# Density-countercharge corrective potential

## 1. Premises and conventions

SI units, $k_e = 1/4\pi\varepsilon_0$, $e>0$. The density $\rho(\mathbf r)$ is the total charge density, nuclei or ionic cores counted positive, electrons negative.

- **P1.** An isolated system sits in vacuum in a cell of volume $\Omega$, with lattice vectors $\mathbf R$ and reciprocal vectors $\mathbf g$. Its density vanishes outside the cell. From Section 4 on, the lattice is simple cubic, $\Omega=L^3$, and $\rho$ lies within a ball of diameter below $L$.
- **P2.** The open potential $v$ vanishes at infinity. The periodic potential $v'$ is the plane-wave one, with the $\mathbf g=0$ component set to zero.
- **P3.** All other energy terms (kinetic, local or semilocal exchange-correlation, short-range pseudopotential parts) take the same value for a given $\rho$ under both boundary conditions. Ions enter the lattice sum as point charges.

Moments about an origin inside the system:
$$q=\int\rho\,d^3r,\qquad \mathbf p=\int\rho\,\mathbf r\,d^3r,\qquad Q=\int\rho\,r^2\,d^3r .\tag{1}$$
$Q$ is the second radial moment, a scalar. It is not the traceless quadrupole. Corrections are defined as open minus periodic: $v_{\rm corr}=v-v'$, $E_{\rm corr}=E-E'$. A prime on a sum omits the zero vector.

## 2. Equation for the corrective potential

Open problem:
$$\nabla^2 v=-\rho/\varepsilon_0,\qquad v(\mathbf r)=k_e\int\frac{\rho(\mathbf r')}{|\mathbf r-\mathbf r'|}\,d^3r' .\tag{2}$$

Periodic problem. The repeated density $\rho_{\rm per}(\mathbf r)=\sum_{\mathbf R}\rho(\mathbf r-\mathbf R)$ has Fourier coefficients $\hat\rho(\mathbf g)/\Omega$, with $\hat\rho(\mathbf g)=\int\rho\,e^{-i\mathbf g\cdot\mathbf r}d^3r$ and $\hat\rho(0)=q$. The Laplacian of a periodic function integrates to zero over the cell, since the fluxes through opposite faces cancel. The source must therefore have zero mean. By P2,
$$v'(\mathbf r)=\frac{1}{\varepsilon_0\Omega}{\sum_{\mathbf g}}'\frac{\hat\rho(\mathbf g)}{g^2}e^{i\mathbf g\cdot\mathbf r},\qquad \nabla^2v'=-\frac{1}{\varepsilon_0}\Big(\rho_{\rm per}-\frac q\Omega\Big).\tag{3}$$
Omitting $\mathbf g=0$ does two things. It adds a uniform background $-q/\Omega$, and it fixes the constant by $\langle v'\rangle_{\rm cell}=0$.

Subtract (3) from (2):
$$\nabla^2v_{\rm corr}=-\frac1{\varepsilon_0}\Big[\frac q\Omega-{\sum_{\mathbf R}}'\rho(\mathbf r-\mathbf R)\Big].\tag{4}$$
The bracket is the countercharge: minus every image of the actual density, minus the background. By P1 no image reaches into the cell, so there
$$\boxed{\nabla^2v_{\rm corr}=-\frac{q}{\varepsilon_0\Omega}}\tag{5}$$
or $-4\pi q/\Omega$ in Gaussian units. The nuclear singularities and all short wavelengths of $\rho$ have cancelled.

## 3. Smoothness and boundary values

Since $\nabla^2r^2=6$, (5) is solved by
$$v_{\rm corr}=-\frac{q\,r^2}{6\varepsilon_0\Omega}+u(\mathbf r),\qquad\nabla^2u=0 .\tag{6}$$
A harmonic function is real-analytic, hence so is $v_{\rm corr}$ inside the cell.

Equation (5) knows only $q$. The shape of $\rho$ enters through $u$, that is through boundary values: $v_{\rm corr}=v-v'$ on the cell faces, with $v'$ from (3) and $v$ from the integral (2) or its multipole series. This Dirichlet problem has one solution. Two solutions with different boundary data differ by a harmonic function, which takes its extremes on the boundary. An inaccuracy $\epsilon$ in the boundary values therefore gives at most $\epsilon$ inside. Solving (5) in this way on a coarse grid, and adding $v_{\rm corr}$ to the periodic potential in the self-consistent cycle, is the density-countercharge scheme of Dabo, Kozinsky, Singh-Miller and Marzari (2008).

## 4. The corrective kernel in a cubic cell

Both potentials are linear in $\rho$. Insert $\hat\rho$ into (3):
$$v_{\rm corr}(\mathbf r)=k_e\int G_c(\mathbf r-\mathbf r')\,\rho(\mathbf r')\,d^3r',\tag{7}$$
$$G_c(\mathbf s)=\frac1s-G'(\mathbf s),\qquad G'(\mathbf s)=\frac{4\pi}\Omega{\sum_{\mathbf g}}'\frac{e^{i\mathbf g\cdot\mathbf s}}{g^2}.$$
Equation (4) for a unit point charge gives $\nabla^2G_c=-4\pi/\Omega$ away from the points $\mathbf R\neq0$. The nearest of these lies at distance $L$. So $G_c+2\pi s^2/3\Omega$ is harmonic for $s<L$, and its series in solid harmonics converges there. P1 keeps $|\mathbf r-\mathbf r'|<L$ for any two points of the density.

Expand in homogeneous polynomials of $\mathbf s=(x,y,z)$. $G_c$ has the point symmetry of the lattice.

- Degree 0. A constant with the dimension of inverse length. Define $G_c(0)=\alpha/L$.
- Odd degrees. They vanish, because $G_c(-\mathbf s)=G_c(\mathbf s)$.
- Degree 2. Write $-\tfrac12T_{ab}s_as_b$. The mirror $x\to-x$ and its partners remove the off-diagonal elements. Permutation of the axes makes the diagonal elements equal. The Laplacian fixes ${\rm tr}\,T=4\pi/\Omega$. Hence $T_{ab}=(4\pi/3L^3)\,\delta_{ab}$.
- Degree 4. The polynomial is harmonic and cubic-invariant. The invariants are $x^4+y^4+z^4$ and $s^4$, with Laplacians $12s^2$ and $20s^2$. One harmonic combination exists:
$$K_4(\mathbf s)=\tfrac52(x^4+y^4+z^4)-\tfrac32s^4,$$
normalised to $K_4=z^4$ on a cube axis.

Result, with the number $S_4$ found in Section 9:
$$G_c(\mathbf s)=\frac\alpha L-\frac{2\pi s^2}{3L^3}-\frac{S_4K_4(\mathbf s)}{L^5}+O\!\Big(\frac{s^6}{L^7}\Big).\tag{8}$$

## 5. The constant $\alpha$

Split each term of $G'$ with $1=e^{-g^2/4\eta^2}+(1-e^{-g^2/4\eta^2})$, $\eta>0$ arbitrary (Ewald). The function ${\rm erfc}(\eta s)/s$ has the Fourier transform $4\pi(1-e^{-g^2/4\eta^2})/g^2$, which tends to $\pi/\eta^2$ as $g\to0$. Add and subtract this $\mathbf g=0$ term. Poisson summation turns the completed sum into a real-space sum. Its $\mathbf R=0$ term combines with $1/s$ through $1-{\rm erfc}={\rm erf}$:
$$G_c(\mathbf s)=\frac{{\rm erf}(\eta s)}{s}+\frac{\pi}{\eta^2\Omega}-{\sum_{\mathbf R}}'\frac{{\rm erfc}(\eta|\mathbf s-\mathbf R|)}{|\mathbf s-\mathbf R|}-\frac{4\pi}\Omega{\sum_{\mathbf g}}'\frac{e^{-g^2/4\eta^2}}{g^2}e^{i\mathbf g\cdot\mathbf s}.\tag{9}$$
Every term is regular at $s=0$, where ${\rm erf}(\eta s)/s\to2\eta/\sqrt\pi$. Choose $\eta=\sqrt\pi/L$, with $\mathbf R=L\mathbf n$, $\mathbf g=2\pi\mathbf n/L$, $\mathbf n$ an integer triple and $n=|\mathbf n|$:
$$\alpha=2+1-{\sum_{\mathbf n}}'\frac{{\rm erfc}(\sqrt\pi n)}{n}-\frac1\pi{\sum_{\mathbf n}}'\frac{e^{-\pi n^2}}{n^2}=3-0.07653-0.08617=2.8373 .\tag{10}$$
This is the Madelung constant of a simple cubic array of point charges in a uniform background. Its value presupposes the zero-mean convention P2.

## 6. Parabolic corrective potential

Keep the first two terms of (8) in (7), expand $|\mathbf r-\mathbf r'|^2=r^2-2\,\mathbf r\cdot\mathbf r'+r'^2$, and integrate over $\mathbf r'$ with (1):
$$\boxed{v_{\rm corr}(\mathbf r)=\frac1{4\pi\varepsilon_0}\Big[\frac{\alpha q}L-\frac{2\pi}{3L^3}\big(q\,r^2-2\,\mathbf p\cdot\mathbf r+Q\big)\Big]+O(L^{-5})}\tag{11}$$

Remarks.

- The Laplacian of (11) is $-4\pi k_eq/L^3=-q/\varepsilon_0\Omega$. Equation (5) holds exactly at this order, and all higher terms are harmonic.
- Parabolic order means order $L^{-3}$. The term $K_4(\mathbf r-\mathbf r')$ also contains pieces constant, linear and quadratic in $\mathbf r$, weighted by the $l=4$, $3$ and $2$ multipoles of $\rho$. They are of order $L^{-5}$.
- For $q\neq0$ complete the square: $q\,|\mathbf r-\mathbf r_c|^2+Q_c$, with the centre of charge $\mathbf r_c=\mathbf p/q$ and $Q_c=Q-p^2/q$. The parabola is centred on $\mathbf r_c$.
- For $q=0$ there remain the constant $-Q/6\varepsilon_0\Omega$ and the uniform field $-\nabla v_{\rm corr}=-\mathbf p/3\varepsilon_0\Omega$. The constant moves all one-electron levels of a neutral molecule and does no work on its total charge.

## 7. Energy at fixed density

The electrostatic energies are $\tfrac12\int\rho v$ and $\tfrac12\int_{\rm cell}\rho v'$. The background adds nothing to the latter, because $\langle v'\rangle=0$. The divergent self-energies of point ions are the same on both sides and cancel, while the finite self-terms $G_c(0)$ remain. With P3,
$$E_{\rm corr}[\rho]=\tfrac12\int\rho\,v_{\rm corr}\,d^3r=\frac{k_e}2\iint\rho(\mathbf r)\,G_c(\mathbf r-\mathbf r')\,\rho(\mathbf r')\,d^3r\,d^3r' .\tag{12}$$
Insert (11). The three terms of the parabola give $\int\rho\,q r^2=qQ$, $\int\rho\,(-2\mathbf p\cdot\mathbf r)=-2p^2$ and $\int\rho\,Q=qQ$, in sum $2(qQ-p^2)$. Therefore
$$\boxed{E_{\rm corr}=\frac1{4\pi\varepsilon_0}\Big[\frac{\alpha q^2}{2L}-\frac{2\pi}{3L^3}\big(qQ-p^2\big)\Big]+O(L^{-5})}\tag{13}$$

Origin. $qQ-p^2=\tfrac12\iint\rho\rho'|\mathbf r-\mathbf r'|^2$ contains only distances, so (13) does not depend on the origin, although $\mathbf p$ and $Q$ do.

Charged system. $qQ-p^2=qQ_c$, and
$$E'=E-\frac{\alpha q^2}{8\pi\varepsilon_0L}+\frac{qQ_c}{6\varepsilon_0L^3}.$$
This is the correction of Makov and Payne (1995) for an ion in vacuum. The sign of the second term goes with definition (1): total charge, signed, about the centre of charge.

Neutral system. $E_{\rm corr}=+p^2/6\varepsilon_0L^3$, the dipole term. The periodic cell lowers the energy of a polar molecule.

Test on a solvable case. Take $\rho=q\,e^{-r^2/\sigma^2}/\pi^{3/2}\sigma^3$, so $\hat\rho=q\,e^{-g^2\sigma^2/4}$, $Q=\tfrac32q\sigma^2$, $\mathbf p=0$. Then $E=k_eq^2/\sigma\sqrt{2\pi}$ and $E'=(2\pi k_eq^2/\Omega)\sum'e^{-g^2\sigma^2/2}/g^2$. These are $k_eq^2/2$ times the first term of (9) and times the magnitude of its last term, at $s=0$ and $\eta=1/\sigma\sqrt2$. Solving (9) for their difference gives
$$E-E'=k_eq^2\Big[\frac\alpha{2L}-\frac{\pi\sigma^2}{L^3}+\frac12{\sum_{\mathbf R}}'\frac{{\rm erfc}(R/\sigma\sqrt2)}{R}\Big].$$
The second term equals that of (13), $\tfrac{2\pi}{3}\cdot\tfrac32\sigma^2=\pi\sigma^2$. The last term is the overlap of the tails with the images, which P1 excludes. No higher power of $1/L$ appears.

That absence is general. A harmonic function averaged over a sphere equals its value at the centre. A spherical cloud therefore acts on the harmonic part of $G_c$ as a point charge, and its width enters only through $Q$.

## 8. Relaxation of the density

Equation (12) holds at fixed $\rho$. Let $\rho_o$ minimise $E$ and $\rho_p$ minimise $E'$, both obeying P1, with $E[\rho]=E'[\rho]+E_{\rm corr}[\rho]$. From $E[\rho_o]\le E[\rho_p]$ and $E'[\rho_p]\le E'[\rho_o]$,
$$E_{\rm corr}[\rho_o]\;\le\;E[\rho_o]-E'[\rho_p]\;\le\;E_{\rm corr}[\rho_p].\tag{14}$$
An a posteriori correction with the moments of $\rho_p$ thus overshoots by some $E_2\ge0$, of second order in the perturbation. The constants in (11) do not act at fixed electron number. What acts is the one-electron operator $V=\sum_i w(\mathbf r_i)$, with $w$ the position-dependent part of $-e\,v_{\rm corr}$, of order $L^{-3}$. Second-order perturbation theory for the open ground state $|0\rangle$, with all denominators replaced by the lowest excitation energy $\Delta$ and closure over the excited states, gives
$$E_2=\sum_{m\ne0}\frac{|\langle m|V|0\rangle|^2}{E_m-E_0}\le\frac{\langle V^2\rangle-\langle V\rangle^2}{\Delta}=O(L^{-6}).\tag{15}$$
For an approximate functional (15) is an estimate, since the response is then that of the functional. The self-consistent use of $v_{\rm corr}$ yields $\rho_o$ and removes $E_2$.

## 9. First neglected term of the kernel

The sum over images of third derivatives of $1/|\mathbf s-\mathbf R|$ falls as $R^{-4}$ and converges absolutely. Including $\mathbf R=0$, it is periodic and has the same Laplacian as the third derivative of $G'$, since the background drops out on differentiation. The two differ by a periodic harmonic function, which is a constant. One more derivative removes it. Fourth derivatives of $-G_c$ are therefore plain image sums. On the axis the $z^4$ coefficient of $1/|z\hat{\mathbf z}-\mathbf R|$ is $P_4(\cos\theta_{\mathbf R})/R^5$, from the Legendre generating function, so
$$S_4={\sum_{\mathbf n}}'\frac{P_4(n_z/n)}{n^5}.$$
Sum plane by plane with $L=1$. In the plane $n_z=0$, $P_4(0)=3/8$ and $\sum'(n_x^2+n_y^2)^{-5/2}=4\zeta(\tfrac52)\beta(\tfrac52)=5.0903$, with $\beta$ the Dirichlet beta function. A plane at $n_z\neq0$ produces on the axis the potential $2\pi\sum'_{\mathbf G}e^{-G|z-n_z|}/G$ plus a term linear in $z$, where $G=2\pi(n_x^2+n_y^2)^{1/2}$. Four derivatives bring $G^4$, and the geometric sum over both sides gives $2/(e^G-1)$:
$$S_4=\frac38(5.0903)+\frac{4\pi}{4!}{\sum_{\mathbf G}}'\frac{G^3}{e^G-1}=1.9088+1.1994=3.1082 .\tag{16}$$

Size for a point charge. At the face centre $\mathbf s=(0,0,L/2)$, the full kernel (9) has dropped from its central value by $0.741/L$. The parabola gives $0.524/L$ and the quartic term $0.194/L$. The parabola is good where a compact density resides and poor near the faces. There the Dirichlet solution of Section 3 is required.

## 10. Range of validity

1. Equation (5) holds for any cell shape. It needs P1 and P2 only.
2. Equations (11) and (13) need cubic symmetry. For fcc and bcc lattices they hold with $L^3\to\Omega$ and the Madelung constant of that lattice. In lower symmetry $T_{ab}$ keeps its trace and becomes anisotropic.
3. The series (8) needs an extent below $L$. The remainder at fixed density is $O(L^{-5})$, relaxation is $O(L^{-6})$, and tail overlap is exponentially small in $L$.
4. The electrons must be bound in the open system. For an anion $-e\,v_{\rm corr}$ falls away from the centre, so the uncorrected cell holds the extra electron in an artificial well. If the functional places the top level near or above the vacuum level, charge moves to the faces once the well is removed, and P1 fails.
5. P3 excludes exact exchange, whose Coulomb kernel has a finite-size term of its own. A code that spreads ions into Gaussians or shifts the mean potential requires $Q$ and the constant to be taken in its convention.
6. A charged defect in a crystal violates P1, because the polarisation charge of the host fills the cell. In a uniform continuum of relative permittivity $\varepsilon_r$, the derivation goes through for the external charge with $\varepsilon_0\to\varepsilon_r\varepsilon_0$. A real crystal approaches this limit for the $1/L$ term. For the $L^{-3}$ term the division into external and induced charge is not unique, and $Q$ cannot be read from the total density.

## 11. Illustration: electron detachment from OH$^-$

The vertical detachment energy is $D=E({\rm OH})-E({\rm OH}^-)$ at fixed bond length. From two periodic calculations in the same cell,
$$D=D'+\Delta D,\qquad\Delta D=E_{\rm corr}({\rm OH})-E_{\rm corr}({\rm OH}^-).$$

Model. Point nuclei with spherical electron clouds on O (origin) and on H (at $d$ along a cube axis). Inputs, all approximate or illustrative:

- $d=0.097$ nm, a typical O–H bond length.
- Net site charge $+\delta e$ on H in both species, $\delta=0.35$, chosen to put the radical's dipole near its typical value of about 1.7 D. The O site carries $-\delta e$ in OH and $-(1+\delta)e$ in OH$^-$, the extra electron being a lone-pair electron on O.
- $S=0.060$ nm$^2$, the sum over the anion's electrons of the mean-square distance from their cloud centre, chosen to be of the size typical for this ten-electron anion.
- $\Delta=1.8$ eV, an approximate detachment threshold, used for the neglected terms.

Moments about O. In both species $p=\delta e d=0.03395\ e\,$nm $=5.44\times10^{-30}$ C m $=1.63$ D. For the anion $q=-e$ and $Q=e(\delta d^2-S)=-0.05671\ e\,$nm$^2$, so $qQ-p^2=0.05555\ e^2$nm$^2$. For the radical $q=0$ and $qQ-p^2=-0.001153\ e^2$nm$^2$, whatever the widths of its clouds. With $k_ee^2=1.43996$ eV nm, (13) gives
$$\Delta D=-k_ee^2\Big[\frac\alpha{2L}-\frac{2\pi}{3L^3}\big(S-\delta d^2\big)\Big],$$
where the two $p^2$ terms have cancelled because the model gives both species the same dipole about O.

Quartic term. By the mean-value argument only the site charges $q_{\rm O}$, $q_{\rm H}$ count, $E_4=-k_eS_4\,q_{\rm O}q_{\rm H}\,d^4/L^5$, and $\Delta D_4=-k_ee^2S_4\,\delta\,d^4/L^5$.

Relaxation. For the anion $w\simeq-\lambda r^2$ with $\lambda=2\pi k_ee^2/3L^3$, equal to $0.894$ eV nm$^{-2}$ at $L=1.5$ nm. Describe each of the four $\pi$ lone-pair electrons by the radial distribution $2\kappa e^{-2\kappa r}$ of a state bound by a short-range well, $\kappa=\sqrt{2m_e\Delta}/\hbar=6.87$ nm$^{-1}$. Then $\langle r^4\rangle-\langle r^2\rangle^2=(24-4)/(2\kappa)^4=5.6\times10^{-4}$ nm$^4$. For independent electrons the variances add, and (15) gives $E_2\lesssim80\lambda^2/(2\kappa)^4\Delta$.

All energies in meV:

| $L$ (nm) | OH$^-$, $L^{-1}$ | OH$^-$, $L^{-3}$ | OH, $L^{-3}$ | $\Delta D$ | $\Delta D_4$ | $E_2$ estimate |
|---|---|---|---|---|---|---|
| 1.0 | 2042.8 | −167.5 | 3.5 | −1872 | −0.14 | 11 |
| 1.5 | 1361.9 | −49.6 | 1.0 | −1311 | −0.018 | 1.0 |
| 2.0 | 1021.4 | −20.9 | 0.4 | −1000 | −0.004 | 0.18 |

Neglected terms at $L=1.5$ nm.

- Spherical clouds understate the higher multipoles. Replacing $\delta d^4$ by the generous scale $(0.15\ {\rm nm})^4$ raises the quartic term to $0.30$ meV.
- Relaxation, up to about 1 meV by the estimate, is the largest omitted piece. It is as large as the dipole term of the radical, so that term alone does not decide the last digit.
- The fraction of an outer electron beyond $r=L/2$ is $e^{-\kappa L}=3.3\times10^{-5}$, so P1 holds well.
- A change of $S$ by 30 per cent moves $\Delta D$ by $16$ meV. In an actual calculation $Q$ and $\mathbf p$ are taken from the computed density.

One-electron levels shift about twice as much as the total energy, since (11) lacks the factor $\tfrac12$: at the O nucleus $-e\,v_{\rm corr}=k_ee^2\alpha/L+\lambda Q/e=2.67$ eV.

The model's correction in the 1.5 nm cube is $\Delta D=-1.31$ eV. The periodic cell overbinds the anion, and an open-boundary value of 1.8 eV would appear there as $D'=3.1$ eV. The $1/L$ column contains no model input and holds unchanged for any singly charged ion in vacuum, such as O$^-$ in an oxygen process plasma. Only the $L^{-3}$ terms, 4 per cent of the total here, depend on the species.